Q: I want to follow the C–Br bond of ClSiH₂–CH₂Br as it breaks. How far off can an ordinary closed-shell calculation be?

A: By about half an electronvolt near the normal bond length and by about four when the bond is broken, measured against CASSCF. The CASSCF used here lets the two bonding electrons share two orbitals, so it can describe both a bond and two separate radicals. RHF forces the same two electrons into one orbital at every distance. UHF lets the spin-up and spin-down electrons have different orbitals.

PySCF 2.14.0, RHF, broken-symmetry UHF and CASSCF(2,2) with the def2-SVP basis, for neutral singlet ClSiH₂–CH₂Br in the gas phase. The C–Br bond is stretched from the GFN2-xTB geometry by moving Br alone, with the rest of the molecule held rigid. Spin squared refers to UHF, and the weak orbital occupation to the CASSCF natural orbitals.

```
bond length (Å)  CASSCF energy over its lowest point (eV)  RHF energy over CASSCF (eV)  UHF energy under RHF (eV)  spin squared  first weak orbital occupation
          1.800                                     0.394                        0.387                      0.000         0.000                          0.022
          1.960                                     0.000                        0.475                      0.000         0.000                          0.035
          2.160                                     0.143                        0.602                      0.000         0.000                          0.059
          2.350                                     0.540                        0.743                      0.000         0.000                          0.093
          2.650                                     1.255                        1.013                      0.363         0.599                          0.178
          3.040                                     1.977                        1.486                      1.247         0.883                          0.362
          3.530                                     2.409                        2.246                      2.310         0.984                          0.636
          4.310                                     2.567                        3.358                      3.530         1.012                          0.889
          5.490                                     2.592                        4.244                      4.427         1.015                          0.989
```

Q: Suppose I had only the RHF curve. Would I see that something is wrong?

A: Yes, at the far end. Two neutral fragments more than 4 Å apart hardly attract each other, so the energy should level off. Over the last step CASSCF does level off, rising by only 0.025 eV, whereas RHF climbs by another 0.91 eV. A curve that is still this steep at such a distance describes something other than two neutral radicals.

Q: What does it describe instead?

A: A mixture that contains too many ions. Put two electrons into one orbital spread evenly over carbon and bromine, and each electron chooses its side without regard to the other. Half the time they sit on different atoms, as they should in two radicals, and half the time both sit on the same atom, which makes an ion pair. Tilting the orbital towards bromine, as the polar bond does, only raises the ionic share. In a short bond this costs little, because sharing the electrons pays for it; in a broken bond the cost remains and the gain is gone.

Q: UHF should cure that, since the electrons may go their separate ways. Why does it do nothing at 2.35 Å?

A: Because separating the electrons has a price, and at 2.35 Å the price is still too high. Take one site on each atom, and treat the two sites as equivalent, although the real bond is polar. Let t be the strength with which an electron hops between the sites, and U the net cost of having both electrons on one site instead of one on each. Let q be the overlap of the spin-up orbital with the spin-down orbital, so that q = 1 is RHF and q = 0 puts one electron on each atom. The energy of the UHF pair is then

E(q) = −2tq + Uq²/2

The first term is the bonding, which is lost as the orbitals part. The second is the repulsion, which is saved. The lowest energy lies at q = 2t/U, but an overlap cannot exceed 1. As long as U is smaller than 2t, the best choice is q = 1, and UHF simply returns the RHF answer. The distance at which this changes is called the Coulson–Fischer point.

Q: So below that point RHF is fine?

A: No, and this is the trap. The electrons already avoid each other before UHF can show it. CASSCF achieves this by mixing in some of the configuration with both electrons in the antibonding orbital, which needs no threshold. The first weak orbital occupation, n, counts the electrons in that orbital. At 2.35 Å it is already 0.093, and RHF lies 0.74 eV above CASSCF, yet the spin squared of UHF is exactly zero.

Q: Can the occupation tell me when UHF will finally react?

A: In the two-site picture it can, because both quantities depend only on the ratio of repulsion to hopping. Write x = U/4t. Mixing the bonding and antibonding configurations, which lie 4t apart and are coupled by U/2, gives

1 − n = 1/√(1 + x²)

UHF splits when U = 2t, which means x = 1/2 and n = 0.106. The table agrees: UHF is unsplit at an occupation of 0.093 and split at the next one, 0.178. The two rows only place the Coulson–Fischer point between 2.35 and 2.65 Å. Interpolating the occupation to the model's threshold suggests a value near 2.4 Å.

Q: And once it has split, can you say how far it goes?

A: The same ratio fixes that too. For one spin-up and one spin-down electron, spin squared is 1 − q², and with q = 2t/U this becomes

spin squared = 1 − 1/(4x²)

Take the row at 3.04 Å, where n = 0.362:

x² = 1/(1 − 0.362)² − 1 = 1.46
spin squared = 1 − 1/(4 × 1.46) = 0.83

The UHF calculation gives 0.88. No parameter was adjusted for this estimate; the only input is the CASSCF occupation of the same row. The model is weakest at 2.65 Å, where it gives 0.48 against a computed 0.60. Just past the threshold spin squared rises steeply, so a small error in x matters most there.

Q: Does the picture also give the size of the RHF error?

A: Roughly. The energy gained by mixing the two configurations is their coupling, K = U/2, times the ratio of their amplitudes:

RHF energy over CASSCF = K √(n/(2 − n))

A single K of about 3.8 eV, fitted to all nine rows, reproduces the growth of the error but falls 0.5 eV short at the longest bond. The printed output below lists the coupling that each row would need. It is an effective number, since RHF and CASSCF do not use the same orbitals.

Q: Why would the coupling be larger at the far end?

A: U is a net cost: the repulsion of two electrons on one atom, less the attraction that the resulting ions feel for each other. As the atoms separate, that attraction fades and each ion pair becomes more expensive. Treating the ions as point charges, the last step should raise K by 0.36 eV, while the table calls for 0.54 eV. The fading attraction is therefore large enough to matter, though so simple an estimate cannot settle how much of the rise it explains. The same fading attraction helps to explain why the RHF curve is so slow to flatten. It is not the whole story of the coupling, though: from 1.80 to 3.04 Å the value needed falls from 3.67 to 3.16 eV, although the attraction fades there as well. The simple model does not explain that fall.

Q: Past the splitting point, then, I can trust UHF?

A: Its energy improves quickly, but its state is no longer a proper singlet. A pure singlet has a spin squared of 0 and a triplet has 2, so a value near 1 means about equal parts of each. At long distance this hardly harms the energy, because the two radicals barely notice whether their spins are paired. At 2.65 Å they still do, and UHF remains 0.65 eV above CASSCF even though it has already split.

Q: From 3.53 Å on, UHF lies below CASSCF. How can the cruder method win?

A: It is cruder only for the breaking pair. This CASSCF keeps all the other electrons in doubly occupied orbitals, whereas UHF lets each of them respond to the unpaired spins nearby. Spin squared carries a trace of this: two electrons alone could not push it above 1, yet it reaches 1.015 at the longest bond. That extra freedom is the standard reason why UHF can drop below a small CASSCF, and neither method breaks the variational principle by it.

Q: Then which curve should I use for the energy needed to break the bond?

A: Not the UHF curve without a correction, because its differences from CASSCF at the two ends have opposite signs and both flatten the curve. At the lowest point UHF is still RHF and lies 0.475 eV too high against CASSCF; at the longest bond it lies 0.183 eV below. Its total rise is therefore 0.66 eV smaller than that of CASSCF, 1.93 instead of 2.59 eV. RHF errs the other way and rises by 6.4 eV, about two and a half times the CASSCF value.

Q: So 2.59 eV is the bond energy?

A: It is the better description of how the pair comes apart, but not yet a number to set beside an experiment. The fragment left behind was held rigid, although a free radical would relax and lower the end point. Spin–orbit coupling, which stabilises a free bromine atom, is absent as well. The correlation that involves the other electrons is also left out, and it differs between the intact bond and the two radicals. The small def2-SVP basis adds an error of its own.

Q: If I stretch a different bond, what should I look at first?

A: The occupation of the weak orbital, because it responds before spin squared does. What drives it is the contest between hopping and repulsion. When the repulsion is similar, a bond whose orbitals still overlap strongly at a given length keeps its electrons paired for longer, and one whose overlap fades early splits early. In the model with two equivalent sites, an occupation near a tenth of an electron marks the point where UHF begins to react; in a strongly polar bond that mark can shift. Do not wait for it, though: in this table the gap between RHF and CASSCF is already growing before UHF splits.

The analysis program printed:

```
fit of rhf_above_casscf on 9 rows: coefficient of mixing 3.789 +/- 0.15; rms 0.234, worst 5.49 -0.496, leave-one-out rms 0.322
Curves and two-site model:
   row  RHF over its lowest (eV)  UHF over its lowest (eV)  UHF over CASSCF (eV)  model spin squared  model less computed spin squared  effective coupling (eV)
   1.8                     0.306                     0.306                 0.387                   0                                 0                     3.67
  1.96                         0                         0                 0.475                   0                                 0                    3.559
  2.16                      0.27                      0.27                 0.602                   0                                 0                    3.453
  2.35                     0.808                     0.808                 0.743                   0                                 0                    3.365
  2.65                     1.793                      1.43                  0.65              0.4791                           -0.1199                    3.241
  3.04                     2.988                     1.741                 0.239              0.8284                          -0.05462                    3.161
  3.53                      4.18                      1.87                -0.064              0.9618                          -0.02218                    3.289
  4.31                      5.45                      1.92                -0.172              0.9969                          -0.01512                    3.754
  5.49                     6.361                     1.934                -0.183                   1                          -0.01503                    4.291
Weak occupation at which the model lets UHF split (electrons): 0.1056
Bond length at that occupation, linear interpolation (angstrom): 2.394
Rms miss of model spin squared on the split rows: 0.06049
RHF rise to the longest bond divided by CASSCF rise: 2.454
CASSCF rise less UHF rise to the longest bond (eV): 0.658
RHF rise over the last step (eV): 0.911
CASSCF rise over the last step (eV): 0.025
Rise of effective coupling over the last step (eV): 0.537
Half the point-charge attraction lost over the last step (eV): 0.359
```
